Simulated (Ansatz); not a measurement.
A series in volume scale on Bi

Results calculated with Ansatz 0.2.0, not measured. Plane-wave DFT, scalar-relativistic PAW made under PBE with cores redone for the functional, no dispersion; the given relaxed cell is scaled uniformly, energy at zero smearing counts from the unscaled cell, pressure at the given Fermi-Dirac smearing is positive in compression.

The cell before it is scaled or strained (space group P6_3/mmc, No. 194):
```
CELL_PARAMETERS angstrom
3.48540 0.00000 0.00000
-1.74270 3.01840 0.00000
0.00000 0.00000 5.71540
ATOMIC_POSITIONS crystal
Bi 0.33333 0.66667 0.25000
Bi 0.66667 0.33333 0.75000
```

Settings of every row: spin polarised no; functional PBEsol; wave cutoff 420 eV; smearing width 0.1 eV; k mesh 12x12x6.

Atom starting moment: 0 on all atoms.

Limits: no spin-orbit coupling, which can matter with elements this heavy; the cell comes from a prototype or a list of computed structures and needn't be the stable phase.

```csv
row,volume scale,V (Å³/atom),energy change per atom (meV),pressure (GPa)
1,0.88,26.456,98.89,10.2
2,0.92,27.659,39.48,5.95
3,0.96,28.861,?,?
4,1.04,31.267,9.68,-2.26
5,1.08,32.469,33.86,-3.98
6,1.12,33.672,69.62,-5.35
```

Question: what energy change per atom and pressure should row 3 give?

Worked fit of energy change per atom. Take u = (V_r/V)^(2/3) − 1 with V_r = 31.267 Å³ an atom, which is twice the finite (Eulerian) strain; such expansions in the strain, on which the Birch-Murnaghan equation of state is built, carry the rest volume and the bulk modulus. The shown rows have u = 0.11783, 0.08518, 0, -0.02483, -0.0482. Least squares give energy change per atom = 9.385 − 672.409 × u + 12126.84 × u² meV; a straight line predicts inner rows, each left out in turn, worse (root mean square 34 against 0.85 meV). The rows lie off it by 0.37, -0.62, 0.29, 0.30, -0.35 (root mean square 0.4 meV). The withheld row has u = 0.05483, so the fit gives 9.385 − 672.409 × (0.05483) + 12126.84 × (0.05483)² = 8.97 meV.

The calculation gave 8.44 meV. The fit lies 0.53 meV (6.3 % of the value, 0.59 % of the column's range) above it; its largest miss of a shown row is 0.62 meV.

Worked fit of pressure. Take u = (V_r/V)^(2/3) − 1 with V_r = 31.267 Å³ an atom, which is twice the finite (Eulerian) strain; such expansions in the strain, on which the Birch-Murnaghan equation of state is built, carry the rest volume and the bulk modulus. The shown rows have u = 0.11783, 0.08518, 0, -0.02483, -0.0482. Least squares give pressure = −2.288 + 75.384 × u + 257.45 × u² GPa; a straight line predicts inner rows, each left out in turn, worse (root mean square 0.74 against 0.072 GPa). The rows lie off it by 0.03, -0.05, 0.03, 0.02, -0.03 (root mean square 0.033 GPa). The withheld row has u = 0.05483, so the fit gives −2.288 + 75.384 × (0.05483) + 257.45 × (0.05483)² = 2.62 GPa.

The calculation gave 2.58 GPa. The fit lies 0.04 GPa (1.6 % of the value, 0.26 % of the column's range) above it; its largest miss of a shown row is 0.05 GPa.
